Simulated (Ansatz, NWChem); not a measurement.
**How basis sets differ on InH3 (SMILES [InH3])**

InH3 has 4 atoms, charge 0, and is taken as a singlet. As SMILES, `[InH3]`. Geometry: relaxed at PBE0-D4/def2-TZVP.

Each level gives the vertical ionisation energy (to the doublet cation) (eV). The values are calculated.

```json
{"level": "B3LYP/def2-SVP (core potential)", "kind": "global hybrid", "program": "NWChem", "value (eV)": "10.57", "CPU time (all runs)": "15 s"}
{"level": "B3LYP/def2-SVPD (core potential)", "kind": "global hybrid", "program": "NWChem", "value (eV)": "10.60", "CPU time (all runs)": "14 s"}
{"level": "B3LYP/STO-3G", "kind": "global hybrid", "program": "Ansatz", "value (eV)": "8.33", "CPU time (all runs)": "9.5 s"}
{"level": "B3LYP/def2-TZVP (core potential)", "kind": "global hybrid", "program": "NWChem", "value (eV)": "10.59", "CPU time (all runs)": "40 s"}
{"level": "B3LYP/def2-TZVPD (core potential)", "kind": "global hybrid", "program": "NWChem", "value (eV)": "10.59", "CPU time (all runs)": "84 s"}
```

All-electron rows without a relativistic Hamiltonian named are non-relativistic, while core potentials hold scalar relativity, so basis and relativity change together. Spin-orbit coupling, which can split open shells on such heavy atoms by tenths of an eV, is left out. The values span 8.33 to 10.60 eV. Without the sets that lack polarisation functions the rows with a basis span only 10.57 to 10.60 eV. CPU times are rough (shared hosts, several kinds of processor): they show what a rung costs within a factor of a few.

The vertical ionisation energy is nearly insensitive to basis size once a polarised split-valence set is used: diffuse functions raise it from 10.57 to 10.60 eV at the double-zeta level and leave it at 10.59 eV at the triple-zeta level. This fits removal of an electron from In–H σ-bonding orbitals, which combine In 5p with H 1s and are compact in both the neutral molecule and the cation, so a diffuse tail adds little.

The STO-3G value of 8.33 eV stands apart. Hydrogen is the more electronegative partner and carries hydridic charge, which calls for a more expanded 1s shell than a fixed minimal function allows. The neutral molecule is therefore probably destabilised more than the cation, where the electron loss relieves part of that strain, and the ionisation energy comes out too low. For this property def2-SVP already suffices within B3LYP, but the narrow spread among the larger sets measures basis convergence, not the error of the functional itself.
